**Reading nuclear charge, mass and size from muonic X-ray lines**

The table holds four muonic transition energies for 35 nuclei from He to Bi, from a radial Dirac calculation with reduced mass, a spherical finite nucleus and the Uehling potential. The program reads Z from each line with the Bohr formula and tests a parameter-free model of point-nucleus Dirac levels plus first-order Uehling and first-order nuclear-size shifts. The 6h–5g line rounds to the right Z in all rows and meets the point model within 0.005 %, while 3d5/2–2p3/2 falls short by up to 9.7 % (Bi) and first-order size overcorrects the heavy rows. The He row corresponds to helium-3, and the size shift of Cr favours a Gaussian over a Fermi charge shape. The model shares its ingredients with the calculation, so the agreement is a consistency check.

Muonic X-ray transition energies from the Radial Dirac-Fock and Kohn-Sham solver 3: Dirac equation for a negative muon with reduced mass, a spherical Gaussian nucleus and the Uehling potential. Nuclear polarisation, deformation, self-energy and electron screening are left out. Each line is labelled by its upper, then its lower level.

## Analysis program

```python
# Table: muonic X-ray line energies (keV), radial Dirac solver, reduced mass, spherical nucleus, Uehling potential.
# Tested: reading Z and nuclear mass from the lines; point Dirac + first-order Uehling + first-order nuclear size.
T = {
    'ion': ['He', 'N', 'Ne', 'Al', 'P', 'Cl', 'Ca', 'Ti', 'Cr', 'Fe', 'Ni', 'Ga', 'As', 'Br', 'Rb', 'Nb', 'Tc', 'Rh', 'Ag', 'In', 'Te', 'Xe', 'Ba', 'Ce', 'Pm', 'Eu', 'Tb', 'Ho', 'Yb', 'Hf', 'W', 'Os', 'Pt', 'Tl', 'Bi'],
    'Z': [2, 7, 10, 13, 15, 17, 20, 22, 24, 26, 28, 31, 33, 35, 37, 41, 43, 45, 47, 49, 52, 54, 56, 58, 61, 63, 65, 67, 70, 72, 74, 76, 78, 81, 83],
    'mass_number': [3, 14, 20, 27, 31, 35, 40, 48, 52, 56, 58, 69, 75, 79, 85, 93, 97, 103, 107, 115, 130, 132, 138, 140, 145, 153, 159, 165, 174, 180, 184, 192, 195, 205, 209],
    'nuclear_rms_radius': [1.966, 2.558, 3.006, 3.061, 3.189, 3.365, 3.478, 3.592, 3.645, 3.738, 3.776, 3.997, 4.097, 4.163, 4.204, 4.324, 4.411, 4.495, 4.545, 4.616, 4.742, 4.786, 4.838, 4.877, 4.962, 5.112, 5.06, 5.202, 5.311, 5.347, 5.366, 5.413, 5.427, 5.476, 5.521],  # fm
    'line_energy_3d52_2p32': [1.5067, 19.032, 38.976, 66.03, 88.013, 113.16, 156.83, 189.96, 226.23, 265.68, 308.3, 378.18, 428.68, 482.32, 539.11, 661.82, 727.59, 796.27, 867.96, 942.35, 1058.7, 1139.9, 1223.5, 1309.8, 1442.9, 1531.5, 1628.3, 1720.0, 1864.0, 1963.6, 2065.9, 2167.8, 2273.5, 2432.3, 2538.2],  # keV
    'line_energy_3d32_2p12': [1.5068, 19.052, 39.06, 66.271, 88.44, 113.86, 158.16, 191.9, 228.96, 269.4, 313.26, 385.45, 437.88, 493.76, 553.18, 682.21, 751.64, 824.36, 900.55, 979.74, 1103.8, 1190.7, 1280.4, 1373.1, 1516.2, 1610.1, 1715.7, 1812.8, 1966.8, 2073.9, 2184.3, 2293.5, 2407.6, 2578.1, 2691.1],  # keV
    'line_energy_4f72_3d52': [0.5272, 6.6518, 13.616, 23.059, 30.729, 39.503, 54.733, 66.286, 78.935, 92.694, 107.56, 131.97, 149.64, 168.42, 188.33, 231.52, 254.8, 279.22, 304.77, 331.47, 373.66, 403.2, 433.89, 465.72, 515.62, 550.31, 586.2, 623.18, 680.83, 720.72, 761.77, 803.95, 847.31, 914.47, 960.64],  # keV
    'line_energy_6h112_5g92': [0.13255, 1.6714, 3.4197, 5.7888, 7.7123, 9.9118, 13.728, 16.622, 19.789, 23.233, 26.953, 33.06, 37.477, 42.17, 47.144, 57.924, 63.732, 69.822, 76.19, 82.84, 93.344, 100.69, 108.33, 116.24, 128.63, 137.26, 146.16, 155.35, 169.66, 179.56, 189.74, 200.21, 210.96, 227.63, 239.1],  # keV
}
import numpy as np
from scipy.constants import physical_constants as pc, alpha as al
from scipy.integrate import quad
from scipy.optimize import brentq
from scipy.special import gammainc
k = lambda s: pc[s + ' energy equivalent in MeV'][0]*1e3
m, me, u, M3, M4 = k('muon mass'), k('electron mass'), k('atomic mass constant'), k('helion mass'), k('alpha particle mass')
hc = pc['reduced Planck constant times c in MeV fm'][0]*1e3
ion = T['ion']; Z = np.array(T['Z'], float); A = np.array(T['mass_number'], float); R = np.array(T['nuclear_rms_radius'], float)
E1, E2, E3, E4 = [np.array(T['line_energy_' + s], float) for s in ('3d52_2p32', '3d32_2p12', '4f72_3d52', '6h112_5g92')]
M = A*u; M[0] = M3; mu = m*M/(m + M); ix = ion.index; hid = [0, 2, 7, 8, 14, 20, 23, 32]
half = lambda v: 0.5*10**(np.floor(np.log10(v)) - 4)
def ueh(z, n, w):
    g = np.sqrt(n*n - (z*al)**2); b = 2*z*al*w/n
    f = lambda t: (1 + 0.5/t**2)*np.sqrt(t*t - 1)/t**2*(b/(b + 2*me*t))**(2*g)
    return z*al*2*al/(3*np.pi)*b/(2*g)*quad(f, 1, np.inf, limit=200)[0]
dirac = lambda z, n, w: w*(np.sqrt(1 - (z*al/(n + 1))**2) - np.sqrt(1 - (z*al/n)**2))
line = lambda z, n, w: dirac(z, n, w) + ueh(z, n, w) - ueh(z, n + 1, w)   # circular n+1 -> n
r = np.linspace(0.01, 25, 2500); a = 2.3/(4*np.log(3))
fer = lambda c: r*r/(1 + np.exp((r - c)/a))
def size(i, n, fermi=False):
    if fermi: p = fer(brentq(lambda c: (fer(c)*r*r).sum()/fer(c).sum() - R[i]**2, 0.5, 12))
    else: p = r*r*np.exp(-1.5*r*r/R[i]**2)
    s = 2*np.sqrt(n*n - (Z[i]*al)**2); b = 2*Z[i]*al*mu[i]/n/hc
    return Z[i]*al*hc*(p*(b/s*gammainc(s, b*r) - gammainc(s + 1, b*r)/r)).sum()/p.sum()
zb = lambda E, n: np.sqrt(E/(m*al**2/2*(1/n**2 - 1/(n + 1)**2)))
Z1, Z2, Z3, Z4 = zb(E1, 2), zb(E2, 2), zb(E3, 3), zb(E4, 5)
Zg = np.sqrt((E2 - E1)/E1*(5/72)/(1/32 - 1/324))/al
print('Bohr constants E/Z^2, free muon mass (keV): 3-2 %.5f, 4-3 %.5f, 6-5 %.6f' % tuple(m*al**2/2*x for x in (5/36, 7/144, 11/900)))
print('Z read from lines, free muon mass (gap = lowest-order fine structure; DU = Dirac+Uehling)')
print('ion  Z | Bohr 3d5/2  3d3/2  4f-3d  6h-5g | gap keV  Z(gap) | DU 6h-5g | mu/m')
for i in hid:
    zd = brentq(lambda z: line(z, 5, m) - E4[i], 1, 100)
    print('%-2s %3d | %9.2f %6.2f %6.2f %6.2f | %8.4f %6.1f | %7.3f | %.5f' % (ion[i], Z[i], Z1[i], Z2[i], Z3[i], Z4[i], E2[i] - E1[i], Zg[i], zd, mu[i]/m))
for nm, zz in (('3d5/2-2p3/2', Z1), ('3d3/2-2p1/2', Z2), ('4f-3d', Z3), ('6h-5g', Z4)):
    bad = [ion[i] for i in range(len(Z)) if round(zz[i]) != Z[i]]
    print('Bohr %s rounds to wrong Z in %d of %d rows: %s' % (nm, len(bad), len(Z), ' '.join(bad) if bad else 'none'))
print('closest pair Ti/Cr: 6h-5g ratio %.4f, (24/22)^2 = %.4f' % (E4[8]/E4[7], (24/22)**2))
L1, L3, L4 = [np.array([line(Z[i], n, mu[i]) for i in range(len(Z))]) for n in (2, 3, 5)]
S = np.array([size(i, 2) - size(i, 3) for i in range(len(Z))])
print('point Dirac+Uehling with reduced mass, table minus model; size = first-order Gaussian lowering')
print('ion | 6h-5g ppm (rounding) | 4f-3d ppm | 3d5/2-2p3/2 keV, %, rounding keV | size keV | R/a')
for i in hid + [ix('Eu'), ix('Tb'), ix('Ho'), ix('Bi')]:
    print('%-2s | %5.0f (%2.0f) | %6.0f | %9.4f %6.2f %7.5f | %8.4f | %.3f' % (ion[i], 1e6*(E4[i]/L4[i] - 1), 1e6*half(E4[i])/E4[i], 1e6*(E3[i]/L3[i] - 1), E1[i] - L1[i], 100*(E1[i]/L1[i] - 1), half(E1[i]), S[i], R[i]*Z[i]*al*mu[i]/hc))
for nm, e in (('6h-5g', E4/L4 - 1), ('4f-3d', E3/L3 - 1), ('3d5/2-2p3/2', E1/L1 - 1), ('3d5/2-2p3/2 with size', E1/(L1 - S) - 1)):
    j = np.argmax(abs(e)); print('worst row, %s: %s %.3f %%' % (nm, ion[j], 100*e[j]))
h3, h4 = line(2, 5, mu[0]), line(2, 5, m*M4/(m + M4))
print('He 6h-5g keV: table %.5f, He-3 %.5f, He-4 %.5f (%.2f %% higher)' % (E4[0], h3, h4, 100*(h4/h3 - 1)))
mass = lambda i, E: (lambda w: m*w/(m - w)/u)(mu[i]*E/L4[i])
print('nuclear mass (u) from 6h-5g, window from rounding only:')
print('  ' + '; '.join('%s %.2f-%.2f (A %d)' % (ion[i], mass(i, E4[i] - half(E4[i])), mass(i, E4[i] + half(E4[i])), A[i]) for i in hid[:5]))
# level outputs of the same runs (keV): size shift 2p3/2, vacuum polarisation 2p3/2 and 3d5/2
run = {'Cr': (0.111012, 1.46831, 0.314939), 'Ag': (9.70179, 8.33572, 2.19904), 'Tb': (68.9209, 17.9731, 5.31811)}
print('ion | 2p3/2 size keV: run, Gaussian, Fermi | Uehling in 3d5/2-2p3/2 keV: run, point model')
for s, v in run.items():
    i = ix(s); print('%-2s | %8.4f %8.4f %8.4f | %7.3f %7.3f' % (s, v[0], size(i, 2), size(i, 2, True), v[1] - v[2], L1[i] - dirac(Z[i], 2, mu[i])))
assert all(np.round(Z4) == Z) and Z1[32] < Z[32] - 1
assert max(abs(E4/L4 - 1)) < 5e-4
assert abs(h3 - E4[0]) < abs(h4 - E4[0])
assert abs(size(8, 2) - run['Cr'][0]) < abs(size(8, 2, True) - run['Cr'][0])
```

It prints:

```
Bohr constants E/Z^2, free muon mass (keV): 3-2 0.39073, 4-3 0.13675, 6-5 0.034384
Z read from lines, free muon mass (gap = lowest-order fine structure; DU = Dirac+Uehling)
ion  Z | Bohr 3d5/2  3d3/2  4f-3d  6h-5g | gap keV  Z(gap) | DU 6h-5g | mu/m
He   2 |      1.96   1.96   1.96   1.96 |   0.0001    1.8 |   1.963 | 0.96374
Ne  10 |      9.99  10.00   9.98   9.97 |   0.0840   10.0 |   9.972 | 0.99436
Ti  22 |     22.05  22.16  22.02  21.99 |   1.9400   21.7 |  21.974 | 0.99764
Cr  24 |     24.06  24.21  24.03  23.99 |   2.7300   23.6 |  23.974 | 0.99782
Rb  37 |     37.15  37.63  37.11  37.03 |  14.0700   34.8 |  36.976 | 0.99867
Te  52 |     52.05  53.15  52.27  52.10 |  45.1000   44.4 |  51.977 | 0.99913
Ce  58 |     57.90  59.28  58.36  58.14 |  63.3000   47.3 |  57.978 | 0.99919
Pt  78 |     76.28  78.50  78.71  78.33 | 134.1000   52.3 |  77.978 | 0.99942
Bohr 3d5/2-2p3/2 rounds to wrong Z in 8 of 35 rows: Ho Yb Hf W Os Pt Tl Bi
Bohr 3d3/2-2p1/2 rounds to wrong Z in 19 of 35 rows: Br Rb Nb Tc Rh Ag In Te Xe Ba Ce Pm Eu Tb Ho Yb Hf W Os
Bohr 4f-3d rounds to wrong Z in 8 of 35 rows: Ho Yb Hf W Os Pt Tl Bi
Bohr 6h-5g rounds to wrong Z in 0 of 35 rows: none
closest pair Ti/Cr: 6h-5g ratio 1.1905, (24/22)^2 = 1.1901
point Dirac+Uehling with reduced mass, table minus model; size = first-order Gaussian lowering
ion | 6h-5g ppm (rounding) | 4f-3d ppm | 3d5/2-2p3/2 keV, %, rounding keV | size keV | R/a
He |     6 (38) |      4 |    0.0000   0.00 0.00005 |   0.0000 | 0.015
Ne |     3 (15) |      6 |    0.0001   0.00 0.00050 |   0.0003 | 0.117
Ti |    -5 (30) |      1 |   -0.0622  -0.03 0.00500 |   0.0655 | 0.308
Cr |   -14 (25) |      9 |   -0.1117  -0.05 0.00500 |   0.1143 | 0.341
Rb |     9 (11) |    -15 |   -2.0924  -0.39 0.00500 |   2.2188 | 0.607
Te |     1 ( 5) |   -100 |  -18.9862  -1.76 0.05000 |  21.3157 | 0.963
Ce |    34 (43) |   -207 |  -35.9189  -2.67 0.05000 |  41.6067 | 1.104
Pt |    15 (24) |  -1871 | -197.2934  -7.99 0.05000 | 259.9033 | 1.653
Eu |    38 (36) |   -446 |  -61.6246  -3.87 0.05000 |  73.8077 | 1.257
Tb |    14 (34) |   -502 |  -70.0018  -4.12 0.05000 |  84.3698 | 1.284
Ho |    35 (32) |   -685 |  -87.0683  -4.82 0.05000 | 106.7662 | 1.361
Bi |    15 (21) |  -2768 | -271.9669  -9.68 0.05000 | 370.5594 | 1.790
worst row, 6h-5g: Ba 0.005 %
worst row, 4f-3d: Bi -0.277 %
worst row, 3d5/2-2p3/2: Bi -9.678 %
worst row, 3d5/2-2p3/2 with size: Bi 4.041 %
He 6h-5g keV: table 0.13255, He-3 0.13255, He-4 0.13374 (0.90 % higher)
nuclear mass (u) from 6h-5g, window from rounding only:
  He 3.01-3.02 (A 3); Ne 19.96-20.06 (A 20); Ti 47.30-48.52 (A 48); Cr 51.07-52.26 (A 52); Rb 84.91-86.28 (A 85)
ion | 2p3/2 size keV: run, Gaussian, Fermi | Uehling in 3d5/2-2p3/2 keV: run, point model
Cr |   0.1110   0.1143   0.1005 |   1.153   1.149
Ag |   9.7018  10.7927   9.6410 |   6.137   6.283
Tb |  68.9209  84.7023  78.9314 |  12.655  14.043
```
